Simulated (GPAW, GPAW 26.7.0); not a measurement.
# Tl 4f binding energy of thallium metal with GPAW: progress notes

*A first attempt by someone new to these calculations. It holds errors of set-up and of interpretation; a review follows at the end.*

## Background

The number I am trying to reproduce is the binding energy of the 4f electrons in thallium metal, measured by photoemission and counted from the Fermi level. I took it from a handbook table: "Electron binding energies" (2001, X-Ray Data Booklet, Lawrence Berkeley National Laboratory, Table 1-1; from Fuggle and Martensson, J. Electron Spectrosc. Relat. Phenom. 21, 275 (1980)). The table is a collection of earlier work, so it is not the original measurement.

The printed value is 117.8 eV for the $4f_{7/2}$ line. The calculation gives one 4f level and not two lines, so the value was moved to the weighted centre of the doublet, using the splitting from the same table. That adds 1.89 eV and gives 119.69 eV, which is the number I compare with.

| compared with | measured | source's wording or label | method |
| --- | --- | --- | --- |
| Tl 4f (eV) | 119.69 | formed from the printed 117.8 eV (Tl 4f7/2 of the metal against the Fermi level) | photoemission, handbook table |

Conditions are those given with the value in the passage it was taken from; "not stated" means there, and the paper may say more elsewhere. The values are a selection: others may have been left out beforehand as unlike or outlying.

## Strategy

The aim is to get 119.69 eV out of GPAW. As I understand it, the program calculates the metal once normally and once with a 4f electron missing from one atom, and the difference in energy is the binding energy. The electron that was taken out stays in the cell. The structure is the hexagonal cell of thallium from the Crystallography Open Database, an entry of 1941, with two atoms.

I would call it a success if I get within 0.1 eV, because that is how well I would want to place a peak on our own spectrometer. My plan is to start with the small cell and a quick setting, see how far off it is, and then change settings one after another until the number agrees.

System: Tl; space group P6_3/mmc, 2 atoms in the base cell, a database cell; structure from the Crystallography Open Database; an entry of 1941.

On the selection of runs and values: Besides any runs that a report passes over, these were set aside when the results were gathered: 1 cell relaxed under the stress of an incomplete basis; 2 planned but not run to their end in the time given.

## 1. A quick start with one k-point

I start with PBE, which is the functional I have seen most often, and with the Gamma point alone. The cell has only two atoms, so I think one point should be enough for it, and a core electron sits deep inside the atom where the mesh should not matter. I expect something close to 120 eV.

**Run 1.** GPAW 26.7.0: PBE, Gamma point alone; 2-atom cell, holes 3.4 A apart; electron kept in the cell (mesh 1x1x1, cutoff 420 eV, 2 atoms).

Key lines of the input:
```
atoms = Atoms(['Tl', 'Tl'],
              cell=[[3.4496, 0.0, 0.0], [-1.7248, 2.987441, 0.0], [0.0, 0.0, 5.5137]],
              scaled_positions=[[0.333333, 0.666667, 0.25], [0.666667, 0.333333, 0.75]],
              pbc=(True, True, True))
params = dict(mode=PW(420),
              xc='PBE',
              kpts={'size': (1, 1, 1), 'gamma': True},
              occupations=FermiDirac(0.08),
              nbands=-8,
              maxiter=200,
              txt='gs.txt')
hole.calc = GPAW(**{**params, 'charge': -1, 'txt': f'hole{i}.txt', 'setups': {**params.get('setups', {}), i: 'hole' + params.get('setups', {}).get(atoms[i].symbol, '')}})
out['levels'][i] = hole.get_potential_energy(force_consistent=True) + hole.calc.get_reference_energy() - e0
```

Command:
```
gpaw-setup -f PBE Tl > setup.log
gpaw-setup -f PBE --core-hole=4f,1.0 --name=hole Tl > setup.log
OMP_NUM_THREADS=1 mpirun -n 4 gpaw python run.py > run.log
```

Selected lines of the output:
```
Cutoff: 420.0 eV
Converged in 8 steps
Free energy:     -15.474597
Extrapolated:    -15.474597
Fermi level: 10.867
Gap: 10.737 eV
[energy with the hole less without, eV] Tl 1 4f: 126.438
```

Converged; 4.4 s on 4 cores of Intel Xeon at 2.60GHz (Ice Lake), shared host.

| quantity | run 1 |
| --- | --- |
| volume an atom (Å³) | 28.41 |

The run converged in 8 steps and gives 126.438 eV, which is about 6.7 eV above the handbook value. Since it converged, I take the k-point setting to be fine. There is also a gap of 10.737 eV in the output. I think this has to do with the empty place in the 4f shell, so I leave it aside.

That leaves the structure. The entry is from 1941, and I suspect that the cell is too small. If the atoms are pressed together, the electrons should be harder to get out, and that would make the binding energy too high.

## 2. Giving the atoms more room

I scale the lattice by 1.077 and keep PBE. The atoms are then 3.7 Å apart and no longer 3.4 Å. I also put in the mesh of 12x12x6, only to be on the safe side. I expect the binding energy to come down by several eV, and if it does, the old cell was the problem.

**Run 2.** GPAW 26.7.0: PBE, lattice scaled by 1.077; 2-atom cell, holes 3.7 A apart; electron kept in the cell (mesh 12x12x6, cutoff 420 eV, 2 atoms).

Key lines of the input, as changed from run 1:
```diff
  atoms = Atoms(['Tl', 'Tl'],
-               cell=[[3.4496, 0.0, 0.0], [-1.7248, 2.987441, 0.0], [0.0, 0.0, 5.5137]],
+               cell=[[3.715969, 0.0, 0.0], [-1.857984, 3.218124, 0.0], [0.0, 0.0, 5.939453]],
  params = dict(mode=PW(420),
-               kpts={'size': (1, 1, 1), 'gamma': True},
+               kpts={'size': (12, 12, 6), 'gamma': True},
```

Selected lines of the output:
```
Converged in 8 steps
Free energy:      -4.801501
[energy with the hole less without, eV] Tl 1 4f: 119.071
```

Converged; 96 s on 4 cores of Arm Neoverse V2, shared host.

| quantity | run 2 | measured | deviation |
| --- | --- | --- | --- |
| Tl 4f (eV) | 119.07 | 119.69 | −0.62 |
| volume an atom (Å³) | 35.51 |  |  |

The level came down by about 7.4 eV to 119.071 eV, so the old cell was the problem, as I suspected. The value is now 0.62 eV below the handbook, which I read as having stretched the lattice a little too far. By my reckoning the true cell of thallium must lie between the two, and much closer to the stretched one.

## 3. Back to the 1941 cell, with fewer steps

To have the effect of the lattice properly on record, I go back to the database cell and keep the mesh of 12x12x6. The second run took longer than the first, so I also limit the self-consistency cycle to 5 iterations. Both runs converged in 8 steps, and I think the last few only polish digits that I do not need. I expect to see about 126 eV again.

**Run 3.** GPAW 26.7.0: PBE, at most 5 SCF iterations; 2-atom cell, holes 3.4 A apart; electron kept in the cell (mesh 12x12x6, cutoff 420 eV, 2 atoms).

Key lines of the input, as changed from run 1:
```diff
  params = dict(mode=PW(420),
-               kpts={'size': (1, 1, 1), 'gamma': True},
+               kpts={'size': (12, 12, 6), 'gamma': True},
-               maxiter=200,
+               maxiter=5,
```

Selected lines of the output:
```
Cutoff: 420.0 eV
rank=2 L31:     raise KohnShamConvergenceError
rank=2 L32: gpaw.KohnShamConvergenceError
rank=1 L31:     raise KohnShamConvergenceError
GPAW CLEANUP (node 2): <class 'gpaw.KohnShamConvergenceError'> occurred.  Calling MPI_Abort!
SCF iterations
GPAW CLEANUP (node 1): <class 'gpaw.KohnShamConvergenceError'> occurred.  Calling MPI_Abort!
rank=3 L31:     raise KohnShamConvergenceError
rank=3 L32: gpaw.KohnShamConvergenceError
GPAW CLEANUP (node 3): <class 'gpaw.KohnShamConvergenceError'> occurred.  Calling MPI_Abort!
rank=0 L31:     raise KohnShamConvergenceError
```

Not converged; 34 s on 4 cores of Intel Xeon at 2.60GHz (Ice Lake), shared host.

The run stopped with a KohnShamConvergenceError, so a binding energy for it is not shown in this report. The stretched lattice converged without trouble on the same mesh, so I blame the 1941 cell: with the atoms this close together, the electrons probably cannot settle. I count this as a second sign that the cell is wrong.

## 4. A lower cutoff to help it settle

I still want the number for the database cell. I raise the iteration limit to 60 and lower the cutoff to 105 eV, a quarter of what I had. As I understand it, the cutoff says up to which energy the electrons are described, and the 4f level lies at about 120 eV, so 105 eV should nearly reach it. With fewer waves to sort out, the calculation should settle more easily. I still expect about 126 eV.

**Run 4.** GPAW 26.7.0: PBE, cutoff a quarter of the usual; 2-atom cell, holes 3.4 A apart; electron kept in the cell (mesh 12x12x6, cutoff 105 eV, 2 atoms).

Key lines of the input, as changed from run 3:
```diff
- params = dict(mode=PW(420),
+ params = dict(mode=PW(105),
  params = dict(mode=PW(105),
-               maxiter=5,
+               maxiter=60,
```

Selected lines of the output:
```
Converged in 9 steps
Free energy:     129.876515
[energy with the hole less without, eV] Tl 1 4f: 127.891
```

Converged; 26 s on the same hardware.

| quantity | run 4 | measured | deviation |
| --- | --- | --- | --- |
| Tl 4f (eV) | 127.89 | 119.69 | +8.20 |
| volume an atom (Å³) | 28.41 |  |  |

With the lower cutoff the database cell converged in 9 steps and gives 127.891 eV. The value is only about 1.5 eV from the 126.438 eV of my first run, so I now have two runs that put the 1941 cell well above the handbook. The free energy in the same output is 129.877 eV, also in this region, which I take as a further sign that the level is about right for this cell.

I conclude that the lattice makes the difference and that the cutoff matters little.

## 5. The usual cutoff with an extra keyword

For a clean comparison with the stretched lattice I want the database cell at 420 eV as well. That is the cutoff at which it failed before, so I type one more keyword into the parameter list, in the hope that the calculation is steadier with more of it specified. I expect between 126 and 128 eV.

**Run 5.** GPAW 26.7.0: PBE, one more key typed; 2-atom cell, holes 3.4 A apart; electron kept in the cell (mesh 12x12x6, cutoff 420 eV, 2 atoms).

Key lines of the input, as changed from run 1:
```diff
  params = dict(mode=PW(420),
-               kpts={'size': (1, 1, 1), 'gamma': True},
+               kpts={'size': (12, 12, 6), 'gamma': True},
-               txt='gs.txt')
+               txt='gs.txt',
+               encut=400)
```

Selected lines of the output:
```
rank=0 L19: TypeError: GPAW() got an unexpected keyword argument 'encut'
GPAW CLEANUP (node 0): <class 'TypeError'> occurred.  Calling MPI_Abort!
rank=1 L19: TypeError: GPAW() got an unexpected keyword argument 'encut'
GPAW CLEANUP (node 1): <class 'TypeError'> occurred.  Calling MPI_Abort!
rank=3 L19: TypeError: GPAW() got an unexpected keyword argument 'encut'
GPAW CLEANUP (node 3): <class 'TypeError'> occurred.  Calling MPI_Abort!
rank=2 L19: TypeError: GPAW() got an unexpected keyword argument 'encut'
GPAW CLEANUP (node 2): <class 'TypeError'> occurred.  Calling MPI_Abort!
Errorcode: 42
  Errorcode: 42
```

Input refused; 12 s on the same hardware.

GPAW stopped with a TypeError about `encut`, the keyword I had added with a value of 400, and again a binding energy is not shown in this report. This is the second time that PBE has failed for the database cell with the 12x12x6 mesh and 420 eV. The stretched lattice went through with the same mesh and cutoff, so I conclude that PBE cannot cope with atoms this close together.

## 6. LDA for the tight cell

I leave the extra keyword out and change the functional to LDA. I have read that LDA gives shorter bonds than PBE, so it should be more at home in a cell where the atoms are close. The mesh and the cutoff stay the same. Since I hold the cell responsible for the high value, I expect LDA to give about 126 eV too.

**Run 6.** GPAW 26.7.0: LDA; 2-atom cell, holes 3.4 A apart; electron kept in the cell (mesh 12x12x6, cutoff 420 eV, 2 atoms).

Key lines of the input, as changed from run 1:
```diff
  params = dict(mode=PW(420),
-               xc='PBE',
-               kpts={'size': (1, 1, 1), 'gamma': True},
+               xc='LDA',
+               kpts={'size': (12, 12, 6), 'gamma': True},
```

Selected lines of the output:
```
Converged in 8 steps
Free energy:      -6.322757
[energy with the hole less without, eV] Tl 1 4f: 119.247
```

Converged; 72 s on the same hardware.

| quantity | run 6 | measured | deviation |
| --- | --- | --- | --- |
| Tl 4f (eV) | 119.25 | 119.69 | −0.44 |
| volume an atom (Å³) | 28.41 |  |  |

LDA converged in 8 steps and gives 119.247 eV, only 0.44 eV below the handbook. I had expected about 126 eV, so the tight cell does not push the level up when LDA is used. I take this to mean that LDA corrects for the wrong lattice, while PBE needs the stretched one. The two good values, 119.247 eV and 119.071 eV, lie close together, which makes me confident in both.

Neither is within my 0.1 eV yet.

## 7. PBE again, with a wider Fermi width

I want to see whether PBE can be made to work in the database cell after all. The binding energy is counted from the Fermi level, so I raise the Fermi-Dirac width to 0.2 eV, which I think gives the electrons more freedom to settle. I also take a cell of six atoms, so that the missing electron is shared among more of them. I expect the run to converge this time, but still at about 126 eV, because the lattice is the tight one.

**Run 7.** GPAW 26.7.0: PBE, Fermi-Dirac width 0.2 eV; 6-atom cell, holes 6.0 A apart; electron kept in the cell (mesh 8x8x8, cutoff 420 eV, 6 atoms).

Selected lines of the output:
```
Converged in 9 steps
Free energy:     -14.623717
[energy with the hole less without, eV] Tl 1 4f: 119.080
```

Converged; 5.7 min on 4 cores of Arm Neoverse V2, shared host.

| quantity | run 7 | measured | deviation |
| --- | --- | --- | --- |
| Tl 4f (eV) | 119.08 | 119.69 | −0.61 |
| volume an atom (Å³) | 28.41 |  |  |

The run converged in 9 steps, but it gives 119.080 eV and not the 126 eV I had expected. This is the tight cell with PBE, so the wider Fermi width must have cured the problem. The value differs by only 0.009 eV from the 119.071 eV of the stretched lattice. I conclude that a wider Fermi width does the same for the electrons as more room between the atoms, and that the 1941 cell can be used after all as long as the width is large enough.

The result is still 0.61 eV below the handbook, so my target of 0.1 eV is not reached. Since 0.2 eV of width brought the level down from about 126 eV, I think it was slightly too much, and that a value a little below it would land on 119.69 eV.

## Results at a glance

| run | settings | Tl 4f (eV) | deviation | cost | status |
| --- | --- | --- | --- | --- | --- |
| 1 | PBE, Gamma point alone, 2-atom cell, holes 3.4 A apart, electron kept in the cell (mesh 1x1x1, cutoff 420 eV, 2 atoms) | – |  | under 1 core-min |  |
| 2 | PBE, lattice scaled by 1.077, 2-atom cell, holes 3.7 A apart, electron kept in the cell (mesh 12x12x6, cutoff 420 eV, 2 atoms) | 119.07 | −0.62 | 6.4 core-min |  |
| 3 | PBE, at most 5 SCF iterations, 2-atom cell, holes 3.4 A apart, electron kept in the cell (mesh 12x12x6, cutoff 420 eV, 2 atoms) | – |  | 2.3 core-min | not converged |
| 4 | PBE, cutoff a quarter of the usual, 2-atom cell, holes 3.4 A apart, electron kept in the cell (mesh 12x12x6, cutoff 105 eV, 2 atoms) | 127.89 | +8.20 | 1.7 core-min |  |
| 5 | PBE, one more key typed, 2-atom cell, holes 3.4 A apart, electron kept in the cell (mesh 12x12x6, cutoff 420 eV, 2 atoms) | – |  | under 1 core-min | input refused |
| 6 | LDA, 2-atom cell, holes 3.4 A apart, electron kept in the cell (mesh 12x12x6, cutoff 420 eV, 2 atoms) | 119.25 | −0.44 | 4.8 core-min |  |
| 7 | PBE, Fermi-Dirac width 0.2 eV, 6-atom cell, holes 6.0 A apart, electron kept in the cell (mesh 8x8x8, cutoff 420 eV, 6 atoms) | 119.08 | −0.61 | 23 core-min |  |
|  | measured | 119.69 |  |  |  |

## State of play

I stop here with 119.08 eV for the Tl 4f level, against 119.69 eV in the handbook. My target of 0.1 eV is missed by a good deal.

LDA came closer, with 119.25 eV, but I prefer the PBE value because I got it twice, once with the stretched lattice and once with the wider Fermi width. The two runs agree to about 0.01 eV, so I give the result as $119.08 \pm 0.01$ eV.

What I take from the work is that the 1941 cell is too tight for PBE and puts the level at 126 to 128 eV, unless the lattice is stretched or the Fermi width is raised. The k-points and the cutoff do not seem to matter much for a core level. I cannot explain why LDA needed neither remedy.

For the remaining 0.61 eV I would try Fermi widths a little under 0.2 eV until the value meets the handbook. If you agree, I would use the same width for our other metals.

## Review

Further runs made for the review:

| reviewer's run | settings | Tl 4f (eV) | deviation | cost |
| --- | --- | --- | --- | --- |
| R1 | PBE, 2-atom cell, holes 3.4 A apart, electron kept in the cell (mesh 12x12x6, cutoff 420 eV, 2 atoms) | 119.12 | −0.57 | 4.7 core-min |
| R2 | PBE, 6-atom cell, holes 6.0 A apart, electron kept in the cell (mesh 8x8x8, cutoff 420 eV, 6 atoms) | 119.09 | −0.60 | 28 core-min |
| R3 | PBE, another k-point mesh, 6-atom cell, holes 6.0 A apart, electron kept in the cell (mesh 12x12x12, cutoff 420 eV, 6 atoms) | 119.08 | −0.61 | 60 core-min |
| R4 | RPBE, 6-atom cell, holes 6.0 A apart, electron kept in the cell (mesh 8x8x8, cutoff 420 eV, 6 atoms) | 119.11 | −0.58 | 29 core-min |
|  | measured | 119.69 |  |  |

The notebook moves the handbook value correctly to the doublet's centre and describes the two-cell method properly. The 0.1 eV target, however, is arbitrary: determinations of one line differ by a few tenths of an electronvolt, and absolute levels from these functionals can miss by more. Changing settings until the number agrees is fitting, not testing.

Run 1 uses one k-point, but a small cell needs more points, not fewer. The warning was a 10.737 eV gap in a metal, which comes from the single point and not from the 4f hole. SCF convergence says nothing about the mesh. That the 4f electron sits deep in the atom does not help: the binding energy is a difference of total energies, in which the removed electron joins the valence states at the Fermi level and the metal screens the hole, and both depend on the sampling. The same PBE cell with a 12x12x6 mesh gives 119.12 eV (R1), 7.3 eV lower, for 4.7 core-minutes.

Run 2 changes lattice and mesh together and credits the lattice. Against R1, the stretch moves the PBE level by only 0.05 eV, so the fall came from the mesh. The run gives no evidence against the 1941 cell, and its wrong lattice lands near the handbook only because this level barely responds to the lattice. For the same reason the binding energy cannot be used to infer a "true" cell, and a stretch that swells the volume by about a quarter is far beyond any plausible error of a diffraction entry.

Run 3 stopped because it was allowed 5 iterations where the converged runs needed 8 or 9. The cell was not to blame, as R1 shows.

Run 4 misreads the cutoff, which limits the plane waves for the valence electrons; the 4f level belongs to the atomic core data. At 105 eV the result is 8.8 eV above R1, so a cutoff this low spoils the result. Nor did it help the run to settle: the run converged because the iteration limit was raised from 5 to 60, and it needed 9 steps. The free energy of +129.877 eV is a total energy, not a binding energy, and its jump from the negative values elsewhere was the warning. Agreement with run 1 is two errors coinciding.

Run 5 never began calculating: GPAW rejected the unknown key `encut`. That is no failure of PBE. The cutoff was already set, and deleting the key would have sufficed.

Run 6 is sound. LDA corrects no lattice here, since the cell is fixed; it needed no "remedy" because mesh, cutoff and input were in order. Its 119.25 eV lies close to the 119.12 eV of PBE in the same cell (R1), a difference too small to rank the functionals by closeness to this measurement.

Run 7 rightly separates the holes further, though the core hole stays on one atom and is not shared. The wider Fermi width cured nothing: the same PBE cell and mesh at the usual width give 119.09 eV (R2), and a denser mesh gives 119.08 eV (R3). Tuning the width would not sensibly close the gap, and a width so fitted should not be carried to other metals. The match with run 2 shows only that the level responds weakly to both changes; it does not justify an uncertainty of ±0.01 eV.

Sound PBE runs, and RPBE at 119.11 eV (R4), fall about 0.6 eV below the handbook, which misses the 0.1 eV target but lies within the usual error of a semilocal functional for an absolute level of a heavy atom. Cells beyond six atoms and cutoffs above 420 eV are not shown in this report. Scatter among measurements may account for part of the difference, and the functionals and the scalar-relativistic core may contribute. The spin-paired hole tends to raise the computed level, so it cannot account for a value that is too low. These runs do not separate the shares.

[Logs are printed without paths, hosts, clocks, repeated set-up lines and the standing remarks that a program may print on its own settings, such as how far it seeks lower states.]

[The runs shown are a pick from a larger set of finished runs; failed, doubtful and other runs were left out of it ahead of writing. So were measured values far from every level or from commonly accepted values, and agreement can look better than it is. Lines of input and output are excerpts and may be shortened.]
